The modified kinetic functional in a shrinking cell: silicon from diamond to simple hexagonal

1. Why a fixed basis misbehaves

In variable-cell dynamics of the Parrinello-Rahman type the plane-wave coefficients c are tied to integer Miller indices, so the number of plane waves N_PW stays fixed while the cell deforms. Write q = k + G, with k fixed in crystal coordinates, and e = ħ²q²/2m. Energies are in attojoules (aJ) and volumes in nm³, because 1 aJ/nm³ = 1 GPa. Stress is σ_ab = (1/Ω) ∂E/∂ε_ab and pressure is P = −(σ_xx + σ_yy + σ_zz)/3.

Predict: the cell shrinks uniformly at fixed N_PW. Does the basis get better or worse, and which way does that push the cell?

Every q scales as Ω^(−1/3), so the true cutoff Ec scales as Ω^(−2/3). Compression improves the basis and lowers the energy. Let g(Ec) = −∂E/∂Ec > 0 be the rate at which the energy still falls with cutoff. Since dEc/dΩ = −(2/3) Ec/Ω,

P(fixed N_PW) = P(fixed Ec) − (2/3)(Ec/Ω) g(Ec).   (1)

The last term is the Pulay pressure. It is negative and favours the denser structure.

The remedy of Bernasconi and co-workers (1995) replaces e in the kinetic energy by

e′ = e + u(e),  u(e) = A[1 + erf((e − E0)/s)].   (2)

The penalty u rises from 0 to 2A across a width s and equals A at E0. It depends on the physical value of e, not on the Miller indices, so the wall stays put while the cell moves. The basis must extend beyond it.

2. The kinetic stress

The kinetic energy per cell is E_kin = Σ w_k f_nk |c_nk(G)|² e′, with weights w_k summing to one, occupations f_nk that include spin, and Σ_G |c|² = 1 (norm-conserving pseudopotentials). The derivative is taken at fixed c and f. This is the exact cell force when the c are dynamical variables, and it is the total derivative when the (free) energy is stationary in c and f. Under r_a → r_a + ε_ab r_b the wave vector changes as q_b → q_b − ε_ab q_a to first order, so ∂e/∂ε_ab = −(ħ²/m) q_a q_b.

Predict: what factor does the chain rule attach to this?

It is de′/de = 1 + u′(e), and d erf(x)/dx = (2/√π) exp(−x²) gives

σ_ab(kin) = −(ħ²/mΩ) Σ w f |c|² q_a q_b [1 + (2A/(s√π)) exp(−((e − E0)/s)²)].   (3)

With (ħ²/m) q² = 2e, the second term in the bracket contributes the extra pressure

P_A = (2/3Ω) Σ w f |c|² e u′(e) ≥ 0.   (4)

The penalty energy Σ w f |c|² u belongs to the total energy and to the conserved quantity of the dynamics. The aim below is the size of P_A in compressed silicon.

3. Inputs

On compression silicon typically passes from diamond to β-tin near 12 GPa and reaches the simple hexagonal (sh) phase near 16 GPa. The direct path is the one seen in the over-pressurised variable-cell simulation of Focher and co-workers (1994). Take 15 GPa as a representative pressure for comparing the two cells.

The compiled elastic constants C11 = 165.64 GPa and C12 = 63.94 GPa (Oses 2018) give B0 = (C11 + 2C12)/3 = 97.84 GPa. With the typical values a = 0.543 nm and B′ ≈ 4, the zero-pressure volume per atom is a³/8 = 0.02001 nm³, and the Murnaghan form gives Ω/Ω0 = (1 + B′P/B0)^(−1/B′) = 0.8873, so Ωd = 0.0178 nm³. For sh, approximate lattice constants a = 0.255 nm and c = 0.239 nm give Ωs = (√3/2)a²c = 0.0135 nm³. The volume drop is 0.0043 nm³ per atom, or 24 %.

The remaining inputs are illustrative. The wall has E0 = 26 aJ (162 eV, 11.9 Ry), A = 200 aJ and s = 4 aJ. The basis has Ec = 39 aJ in the diamond cell. The convergence rate per atom is g(e) = g0 exp(−(e − E0)/η) with g0 = 0.005 and η = 6.4 aJ, which means a basis-set error ηg0 = 0.032 aJ (0.20 eV) per atom for a sharp cutoff at E0. A real g must be read from a cutoff test with the pseudopotential in use, and every pressure below is proportional to g0.

4. Estimate by hand

Predict: the peak of u′ is 2A/(s√π) = 56 and its area is 2A. Can (4) be estimated from the coefficients of an ordinary calculation?

Try it. A high plane wave mixes into an occupied level ε with an energy gain |V|²/Δ and a weight |V|²/Δ², where V is the coupling and Δ = e − ε. With ε ≈ 1 aJ above the mean potential, Δ ≈ 25 aJ at E0 and the weight per unit energy is g0/Δ. Then Σ w f |c|² e u′ ≈ 2A × (g0/Δ) × E0 ≈ 2.1 aJ, and with Ω ≈ 0.018 nm³ one finds P_A ≈ 77 GPa. That would grow without limit with A, which cannot be right: the wall empties the very waves on which u′ acts.

A better argument needs no coefficients. If the wall is high and narrow, the run has a sharp cutoff fixed at E0, and its pressure is P(fixed Ec). All the ordinary stress terms, evaluated with coefficients that stop at E0, add up to P(fixed N_PW). By (1) the new term must supply the difference:

P_A ≈ (2/3) E0 g0/Ω = (2/3) × 26 × 0.005/0.018 = 4.8 GPa.

The hand estimate is about 5 GPa, independent of A and s.

5. Careful calculation

Treat each high wave as an independent small admixture. Minimising |c|²(Δ + u) + 2 Re(c*V) gives c = −V/(Δ + u) and the energy −|V|²/(Δ + u). Let v(e) de be the sum of f|V|² per atom over the waves in de. The tail is assumed atom-like, so that v(e) does not depend on volume: the number of waves grows as Ω while |V|² falls as 1/Ω. Setting u = 0 identifies v = gΔ. Then the tail energy and the weight per unit energy are

E_tail = −∫ g(e) T(e) de up to Ec,  T = Δ/(Δ + u),  n(e) = gΔ/(Δ + u)².   (5)

The admixture is small: without any wall the weight above 18 aJ is below 0.01 of the four electrons per atom.

Predict: at fixed N_PW, where does the volume still enter E_tail?

Only through the upper limit. The residual Pulay pressure is therefore

P_res = −(2/3Ω) Ec g(Ec) T(Ec).   (6)

The same follows term by term. Scale every e by λ ∝ Ω^(−2/3) at fixed c. The kinetic part gives ∫ n e (1 + u′) de, the coupling part gives −∫ (v + e v′)/(Δ + u) de, and their sum is the integral of −d[e v/(Δ + u)]/de, whose upper end is −Ec g T (the lower end lies in the converged part of the spectrum and is unaffected by the wall). So P_A cancels the Pulay pressure that the ordinary terms carry, except for the leak (6).

Inserting n into (4):

P_A = (2/3Ω) ∫ e g(e) W(e) de,  W = Δ u′/(Δ + u)².   (7)

Predict the limit s → 0.

Then e, g and Δ are constant across the wall, and ∫ Δ du/(Δ + u)² from 0 to 2A equals 2A/(Δ + 2A). For A ≪ Δ this is 2A/Δ, the first attempt of section 4. For A ≫ Δ it tends to 1, the second. Here it is 400/425 = 0.941. With Ωd = 0.0178 nm³ the sharp-cutoff value is 4.87 GPa and the narrow wall gives 4.58 GPa.

Predict: at s = 4 aJ, is W centred on E0?

e (aJ) | u (aJ) | T | W (1/aJ)
18 | 0.94 | 0.95 | 0.055
20 | 6.78 | 0.74 | 0.170
22 | 31.5 | 0.40 | 0.158
24 | 95.9 | 0.19 | 0.071
26 | 200 | 0.11 | 0.028

It is not. A wave loses half its energy gain where u = Δ, which happens at e = 21.4 aJ, and at E0 itself only 0.11 of the gain survives. Integration of W from 10 to 39 aJ gives an area of 1.012, a mean ē = 21.52 aJ and a standard deviation of 2.53 aJ. The integral in (7) is 0.2259 aJ, so

P_A = (2/3) × 0.2259/0.0178 = 8.46 GPa,

or about 8.5 GPa for this model. The bulk modulus at 15 GPa is B0 + B′P = 158 GPa, so a code that used (2) in the energy and left the Gaussian out of (3) would settle at a diamond volume roughly 5 % too small.

Now the leak. At Ec = 39 aJ, g = 6.56 × 10⁻⁴ and T = 38/438 = 0.0868. The Pulay pressure is −0.96 GPa without the wall and −0.083 GPa with it.

Predict: how much does a fixed basis shift the diamond-sh coexistence pressure, relative to a basis of constant quality?

If the basis kept its spherical shape, Ec would rise by (0.0178/0.0135)^(2/3) = 1.20. The sh phase then gains the energy δE = ∫ gT de between the two cutoffs. The enthalpy difference per atom changes with pressure at the rate Ωs − Ωd, so to first order the coexistence pressure drops by δE/(Ωd − Ωs).

Run | cutoffs (aJ) | δE (aJ) | drop (GPa)
no wall, small basis | 26 → 31.3 | 0.018 | 4.2
no wall, large basis | 39 → 46.9 | 0.0030 | 0.69
wall, large basis | 39 → 46.9 | 0.00028 | 0.065

The wall cuts the drift at equal basis size about tenfold. The suppression Δ/(Δ + 2A) is algebraic, so it improves only as 1/A.

6. Why 4.8 and 8.5 GPa differ

The ratio is 1.76. Equation (7) is an average of h(e) = e g(e) over W, so it factorises.

Rounding of the volume, 0.018/0.0178: a factor 1.011.

Area of W: a factor 1.012. One has W = −dT/de + u/(Δ + u)². The first piece integrates to 1 − T(Ec) = 0.913, the loss from finite A. The second adds 0.099, because Δ itself grows across a wide wall and along the plateau above it. The two departures from unity nearly cancel, which is why the assumption of an infinitely high wall cost so little.

Lever arm e: ē/E0 = 0.828. Lower waves move less in energy per unit strain.

Convergence rate: g(ē)/g0 = exp(4.48/6.4) = 2.014. This is the main cause. The wall acts 4.48 aJ, a little more than one width s, below E0, where the energy is still falling twice as fast.

Spread of W: h is convex there, h″/h = 1/η² − 2/(ηē), and 1 + ½ (2.53)² h″/h = 1.03.

The product 1.011 × 1.012 × 0.828 × 2.014 × 1.03 = 1.76 recovers the ratio.

The physical reasoning of the hand estimate was sound and its location was wrong. The functional does mimic a constant cutoff, but for A ≫ Δ that cutoff lies below E0, on the foot of the error function, where A erfc((E0 − e)/s) ≈ Δ. The offset is roughly proportional to s and grows slowly with A, roughly as √ln(A/Δ). Repeating the hand formula at 21.5 aJ in place of 26 aJ gives 8.1 GPa, within 4 % of the integral.

Predict: which input would change the ratio most?

It is η. W does not depend on g, so ē is unaffected, but at η = 4 aJ the convergence factor would be 3.06 in place of 2.014. By contrast, moving ε by ±1 aJ, about half the typical valence band width of silicon, changes P_A by less than 2 %.

7. Limits of the numbers

The pressures 8.5, 0.083 and 0.065 GPa are the model's. They describe a basis and a pseudopotential tail, and they are no property of silicon. Three assumptions matter more than the last digit.

The tail was taken to be the same in both phases. A constant cutoff removes the drift of the basis, and it does nothing about incompleteness. The energy withheld near 21.5 aJ is of order ηg(ē) = 0.064 aJ per atom. If it differed by 10 % between the covalent and the metallic phase, the coexistence pressure would move by 1.5 GPa, far more than the 0.065 GPa leak and more than the 0.69 GPa drift of the unwalled large basis. E0 must therefore be converged like any cutoff, with ē as the working measure.

The deformation was taken to be isotropic. A reconstructive transition turns the sphere of retained waves into an ellipsoid, and a principal stretch 1 + ε lowers the cutoff along that axis to Ec/(1 + ε)². Keeping it above E0 + s = 30 aJ allows a stretch of √(39/30) = 1.14. Beyond that the basis has to be rebuilt or chosen larger. The present margin already costs (39/26)^(3/2) = 1.84 times the waves of a basis that ends at E0.

The sum over G was replaced by an integral. That requires many shells of k + G within the width s. In a small cell with few k-points a narrow wall makes the stress jump as single shells cross it, which is the reason for keeping s finite and accepting an effective cutoff below E0.